The Williams eigenvalue equation for notches and cracks

Premises

Near the root of a sharp notch the body is a wedge. The notch line is the z axis, (r, θ) are polar coordinates in the section, and the material fills −α ≤ θ ≤ α, so that 2α is the material angle and ω = 2π − 2α the opening of the void. Re-entrant wedges have π/2 < α ≤ π, and α = π is a crack. The solid is homogeneous and linearly elastic at small strain, without body forces. The fields do not depend on z, and the faces θ = ±α are flat and free of traction. The solid is first taken as isotropic, with shear modulus μ and Poisson ratio ν; then the in-plane displacements and the antiplane displacement u_z = w decouple. The in-plane analysis is due to Williams (1952).

In-plane problem

Equilibrium holds identically if σ_xx = Φ,yy, σ_yy = Φ,xx and σ_xy = −Φ,xy, where Φ is the Airy function and commas denote derivatives. In plane strain 2με_ab = σ_ab − νδ_ab(σ_xx + σ_yy), with σ_xx + σ_yy = ∇²Φ. The strains derive from a displacement only if ε_xx,yy + ε_yy,xx − 2ε_xy,xy = 0. Insertion gives Φ,yyyy + Φ,xxxx + 2Φ,xxyy − ν∇⁴Φ = (1 − ν)∇⁴Φ = 0. Plane stress replaces ν by ν/(1 + ν), with the same result ∇⁴Φ = 0. In polar components

σ_rr = Φ,r/r + Φ,θθ/r², σ_θθ = Φ,rr, σ_rθ = −(Φ,θ/r),r. (1)

The wedge has no length scale, so the problem is invariant under r → const × r and its solutions can be sought as powers, Φ = r^(λ+1) F(θ). Since ∇²[r^m G(θ)] = r^(m−2)(G″ + m²G), applying ∇² first with m = λ + 1 and then with m = λ − 1 gives

[d²/dθ² + (λ−1)²][d²/dθ² + (λ+1)²] F = 0.

For λ ≠ 0, ±1 the four solutions are independent:

F = a cos(λ+1)θ + b cos(λ−1)θ + c sin(λ+1)θ + d sin(λ−1)θ. (2)

From (1),

σ_rr = r^(λ−1)[F″ + (λ+1)F], σ_θθ = λ(λ+1) r^(λ−1) F, σ_rθ = −λ r^(λ−1) F′. (3)

Stresses vary as r^(λ−1) and displacements as r^λ. The strain energy within a radius ρ is proportional to ∫ r^(2 Re λ − 2) r dr from 0 to ρ, which is finite only for Re λ > 0. Lower roots need a source at the tip and are excluded. The stress is singular for 0 < Re λ < 1.

The traction on a face has the components σ_θθ and σ_rθ, so (3) requires F(±α) = F′(±α) = 0. Sums and differences of the conditions at +α and −α separate the even part of F (a, b; symmetric, mode I) from the odd part (c, d; antisymmetric, mode II). Put P = (λ+1)α and M = (λ−1)α, so that P + M = 2λα and P − M = 2α.

For the even part,
a cos P + b cos M = 0, a(λ+1) sin P + b(λ−1) sin M = 0.
A non-zero solution needs a vanishing determinant:
(λ−1) cos P sin M − (λ+1) sin P cos M = −λ sin(P − M) − sin(P + M).

For the odd part,
c sin P + d sin M = 0, c(λ+1) cos P + d(λ−1) cos M = 0,
with determinant
(λ−1) sin P cos M − (λ+1) cos P sin M = λ sin(P − M) − sin(P + M).

Hence

sin 2λα + λ sin 2α = 0 (symmetric), sin 2λα − λ sin 2α = 0 (antisymmetric). (4)

No elastic constant appears, because neither ∇⁴Φ = 0 nor the face conditions contain one. Each root fixes b/a or d/c, and so the angular shape; its amplitude is set by the remote load and geometry. The field near the tip is a sum over the roots, and the smallest Re λ with non-zero amplitude dominates as r → 0.

The value λ = 1 solves the antisymmetric equation at every α, but there sin(λ−1)θ vanishes identically and Φ = 0; the displacement is a rigid rotation. The correct fourth solution at λ = 1 is θ. With F = c sin 2θ + dθ the face conditions give sin 2α − 2α cos 2α = 0, which is also the condition that λ = 1 be a double root. Its solution 2α = 257.45° is the angle at which a stress-carrying antisymmetric root passes through 1, and mode II is singular for larger 2α. The symmetric root leaves λ = 1 at 2α = 180°.

Crack and right-angled corner

For α = π both equations become sin 2πλ = 0, so λ = n/2 with n = 1, 2, 3, ... For λ = 1/2 and even F, cos P = cos M = 0, and the second condition reads −3a/2 + b/2 = 0, or b = 3a. With cos(3θ/2) + 3cos(θ/2) = 4cos³(θ/2), equation (3) gives σ_θθ = 3a r^(−1/2) cos³(θ/2). The definition K_I = √(2πr) σ_θθ at θ = 0 turns this into σ_θθ = K_I (2πr)^(−1/2) cos³(θ/2). The symmetric root λ = 1 has Φ = a r²(cos 2θ − 1) = −2a y², a uniform stress parallel to the crack.

For a 90° re-entrant corner, 2α = 3π/2 and sin 2α = −1, so (4) becomes sin(3πλ/2) = λ and sin(3πλ/2) = −λ. The singular roots are λ = 0.5445 (symmetric) and λ = 0.9085 (antisymmetric). Higher roots can be complex, for example 1.629 ± 0.231i in the symmetric family.

Antiplane problem

With u_z = w(r, θ) the stresses are σ_rz = μ w,r and σ_θz = μ w,θ/r, and equilibrium along z gives ∇²w = 0. The power solutions are w = r^λ(a cos λθ + b sin λθ). The conditions σ_θz = 0 at θ = ±α read ∓a sin λα + b cos λα = 0. Their sum and difference give b cos λα = 0 and a sin λα = 0, so λ = nπ/(2α), with sines for odd n and cosines for even n. Only n = 1 is singular, since π/α ≥ 1:

λ = π/(2α), σ_θz = μbλ r^(λ−1) cos λθ, σ_rz = μbλ r^(λ−1) sin λθ. (5)

A crack has λ = 1/2 and the 90° corner λ = 2/3, between the two in-plane roots.

This is the field at a groove cut along a prismatic bar in torsion. In Saint-Venant torsion with twist ϑ per unit length, the shear strain vector in the section is ∇w + ϑ e_z × r, where w is the warping. The twist axis may be placed on the notch line, since a shift of the axis amounts to a rigid rotation. The second term adds stresses of order μϑr (times ln r where 2 is a root, as at 270°), which vanish at the tip.

Antiplane notch in sapphire

Sapphire has point group −3m. Take x1 along a twofold a axis and x3 along c. In Voigt notation the only couplings beyond those of a hexagonal solid are C14, C24 = −C14 and C56 = C14, and C66 = (C11 − C12)/2.

Let the bar and the groove lie along x1. The shears γ5 = w,3 and γ6 = w,2 of u1 = w(x2, x3) couple to no other strain component, so the antiplane problem separates exactly. With A = C66, B = C14, D = C44,

σ12 = A w,2 + B w,3, σ13 = B w,2 + D w,3, A w,22 + 2B w,23 + D w,33 = 0.

Define μ* = √(AD − B²), s = B/D, k = μ*/D and the map X = x2 − s x3, Y = k x3. Then w,2 = w,X and w,3 = −s w,X + k w,Y. In the field equation the mixed terms 2Bk − 2Dsk cancel, the coefficient of w,XX is A − B²/D = μ*²/D, and that of w,YY is Dk² = μ*²/D, so w is harmonic in (X, Y). The stresses become σ12 = μ*(k w,X + s w,Y) and σ13 = μ* w,Y. The force on a face element (dx2, dx3) is

σ12 dx3 − σ13 dx2 = μ*(w,X dY − w,Y dX),

so a free face has zero normal derivative in the mapped plane. The map is linear: rays go into rays, and distance along each ray is scaled by a constant. The isotropic argument therefore holds in (X, Y), and

λ = π/(2α′), (6)

where 2α′ = 2π − ω′ is the mapped material angle. A crack maps to a crack and keeps λ = 1/2.

For a 90° groove whose bisector is along c the faces point along (1, 1) and (−1, 1), with images (1 − s, k) and (−1 − s, k). Their cross product is 2k and their dot product k² + s² − 1 = A/D − 1, so

tan ω′ = 2μ*/(C66 − C44). (7)

For a bar along c the shear modulus C44 is isotropic in the section, but C14 couples w to the in-plane strains. The reflection x3 → −x3 keeps the geometry and reverses C14, so the exponents are even in C14, and λ = π/(2α) holds up to a relative correction of order C14²/(C44C66). The eigenfields mix at first order in C14. If the bisector is a twofold axis, modes I and III have the same symmetry, and torsion may then also excite the stronger singularity near λ = 0.5445.

Range of validity

(i) Equations (4) need isotropy, flat free faces and one homogeneous material. Face contact, friction or bonded layers change the boundary conditions and the roots. Equation (6) needs a notch line along a twofold axis or normal to a mirror plane.

(ii) The leading term dominates for r much smaller than the notch depth or any other outer length L. In antiplane shear the term of index n is smaller than the first by (r/L)^((n−1)λ) times an amplitude ratio. Where a free surface cuts the notch line the field is three-dimensional.

(iii) From below, r must exceed the root radius, the lattice scale, and the zone where the strain is not small or dislocations move. Sapphire near 300 K is brittle and this zone is small; typically above roughly 1200 K basal slip sets in and blunts the field.

(iv) The amplitude K in σ = K r^(λ−1) has the dimension stress × length^(1−λ), so amplitudes of notches with different angles cannot be compared. By dimensions, a crack of length ℓ starting at the tip releases an energy per unit length proportional to K²ℓ^(2λ)/μ, a release rate proportional to ℓ^(2λ−1). For λ > 1/2 this vanishes as ℓ → 0, so the Griffith balance alone does not predict initiation at a notch, and a material length must be added.

Numerical illustration

The compiled values C11 = 497.4 GPa (Liu 2023), C12 = 162.8 GPa and C44 = 146.8 GPa (Oses 2018) give C66 = 167.3 GPa. For C14 take the approximate magnitude 23 GPa; its sign depends on the axis convention and is not needed. Then μ* = 155.0 GPa, |s| = 0.157 and k = 1.056. For a bar along c the neglected ratio C14²/(C44C66) is 0.02, and its square root, the scale of the mode mixing, is 0.15.

For a bar along a with a 90° groove bisected by c, (7) gives tan ω′ = 15.1, ω′ = 86.2°, 2α′ = 273.8° and λ = 0.657, against 2/3 from the unmapped angle. Setting C14 = 0 changes λ by 0.0001 and a change of 1 GPa in C66 by 0.0004, so three figures are supported. With the bisector along x2 one face direction is reversed, so ω′ = 93.8°, 2α′ = 266.2° and λ = 0.676. A rectangular keyway with faces along x2 and x3 has ω′ = 90° ± arctan(|C14|/μ*) = 90° ± 8.4°, one sign at each bottom corner, so its corners carry λ = 0.69 and 0.65. These shifts are first order in the approximate C14.

The same map applies to a V-groove with {111} faces along [110] in a (001) silicon wafer, where ω = 70.5° and B = 0. With the approximate values C11 = 166, C12 = 64 and C44 = 80 GPa, A = (C11 − C12)/2 = 51 GPa and D = C44, so k = 0.80. Then tan(ω′/2) = tan(ω/2)/k gives ω′ = 83° and λ = 0.65, against 0.62 without anisotropy.

In the sapphire bar, let the groove be 1 mm deep and ideally sharp. From r = 10 µm to r = 10 nm along a fixed ray the stress grows by 1000^(1−λ): by 10.7 for the bisector along c, 9.4 along x2, 10.0 for λ = 2/3 and 31.6 for a crack. At r/L = 0.01 the factor of the n = 2 term is 0.05. For a symmetric groove this term is excited only through C14, which lowers the estimate to about 0.01, and the n = 3 factor is 0.002; both lie below the orientation effect. An assumed shear stress of 0.10 GPa at 10 µm becomes 1.1 GPa at 10 nm for the c-bisected groove, a strain of about 0.7 per cent on the scale μ*. With the compiled a = 4.7589 Å and c = 12.991 Å (Lallet 2009), 10 nm is 21 a or 7.7 c, near the lower end of continuum theory. The 1.1 GPa is the model's number. A machined groove typically has a root radius of 1 µm or more, where the growth stops at a factor of about 10^(1−λ) = 2.2, so the sharp-notch value overstates the stress in such a bar by a factor of about 5 or more.